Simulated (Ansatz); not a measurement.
## ScHg: the change of energy less free atoms and pressure with volume scale

Results calculated with Ansatz 0.2.0, not measured. Periodic Kohn-Sham DFT of a crystal at fixed atoms, scaled to volume_scale times the given cell; pressure positive in compression, energy less spherical unpolarised free atoms, largest_vzz the field gradient of largest size among the nuclei.

The cell before it is scaled or strained (space group Pm-3m, No. 221):
```
CELL_PARAMETERS angstrom
3.48000 0.00000 0.00000
0.00000 3.48000 0.00000
0.00000 0.00000 3.48000
ATOMIC_POSITIONS crystal
Sc 0.50000 0.50000 0.50000
Hg 0.00000 0.00000 0.00000
```

Settings of every row: method all-electron LAPW; functional PBEsol; relativity scalar; k mesh 12x12x12; filling fermi-dirac; smearing width 0.08 eV; basis error target 0.5 meV/atom; nucleus gaussian.

Atom start moment: 0 on all atoms.

Limits: no spin-orbit coupling on heavy atoms.

| row | volume scale | V (Å³/atom) | energy less free atoms (eV/atom) | pressure (GPa) |
| --- | --- | --- | --- | --- |
| 1 | 0.94 | 19.808 | -3.2833 | 5.018 |
| 2 | 0.96 | 20.229 | -3.2935 | 2.807 |
| 3 | 0.98 | 20.651 | -3.2983 | 0.834 |
| 4 | 0.99 | 20.861 | ? | ? |
| 5 | 1 | 21.072 | -3.2981 | -0.925 |
| 6 | 1.01 | 21.283 | -3.2964 | -1.732 |
| 7 | 1.02 | 21.494 | -3.2936 | -2.495 |
| 8 | 1.04 | 21.915 | -3.2851 | -3.894 |
| 9 | 1.06 | 22.336 | -3.2732 | -5.14 |

Question: what energy less free atoms and pressure should row 4 give?

Worked fit of energy less free atoms. Take u = (V_r/V)^(2/3) − 1 with V_r = 21.178 Å³ an atom, which is twice the finite (Eulerian) strain; such expansions in the strain, on which the Birch-Murnaghan equation of state is built, carry the rest volume and the bulk modulus. The shown rows have u = 0.04559, 0.03104, 0.01694, 0.00335, -0.00329, -0.00983, -0.02255, -0.03487. Least squares give energy less free atoms = −3.29738 − 0.2646 × u + 12.427 × u² + 3.4 × u³ eV/atom; a parabola predicts inner rows, each left out in turn, worse (root mean square 6.3e-05 against 3.8e-05 eV/atom). All shown rows lie on it to the printed digit. Its lowest point lies at u = 0.0106, or V = 20.85 Å³ an atom, and the curvature there gives the bulk modulus at fixed shape and fractions, B = (4/9)(1 + u)² E″(u)/V = 87.5 GPa. The withheld row has u = 0.01011, so the fit gives −3.29738 − 0.2646 × (0.01011) + 12.427 × (0.01011)² + 3.4 × (0.01011)³ = -3.2988 eV/atom.

The calculation gave -3.2988 eV/atom. The fit meets it to the printed digit.

Worked fit of pressure. Take u = (V_r/V)^(2/3) − 1 with V_r = 21.178 Å³ an atom, which is twice the finite (Eulerian) strain; such expansions in the strain, on which the Birch-Murnaghan equation of state is built, carry the rest volume and the bulk modulus. The shown rows have u = 0.04559, 0.03104, 0.01694, 0.00335, -0.00329, -0.00983, -0.02255, -0.03487. Least squares give pressure = −1.3359 + 121.593 × u + 371.88 × u² + 392 × u³ GPa; a parabola predicts inner rows, each left out in turn, worse (root mean square 0.0065 against 0.0017 GPa). The rows lie off it by 0.000, -0.001, 0.001, -0.001, 0.000, 0.001, -0.001, 0.000. The pressure vanishes at u = 0.0106, or V = 20.84 Å³ an atom, and there the bulk modulus at fixed shape and fractions is B = −V dP/dV = (2/3)(1 + u) dP/du = 87.3 GPa. The withheld row has u = 0.01011, so the fit gives −1.3359 + 121.593 × (0.01011) + 371.88 × (0.01011)² + 392 × (0.01011)³ = -0.068 GPa.

The calculation gave -0.07 GPa. The fit lies 0.002 GPa (2.9 % of the value, 0.02 % of the column's range) above it; its largest miss of a shown row is 0.001 GPa.
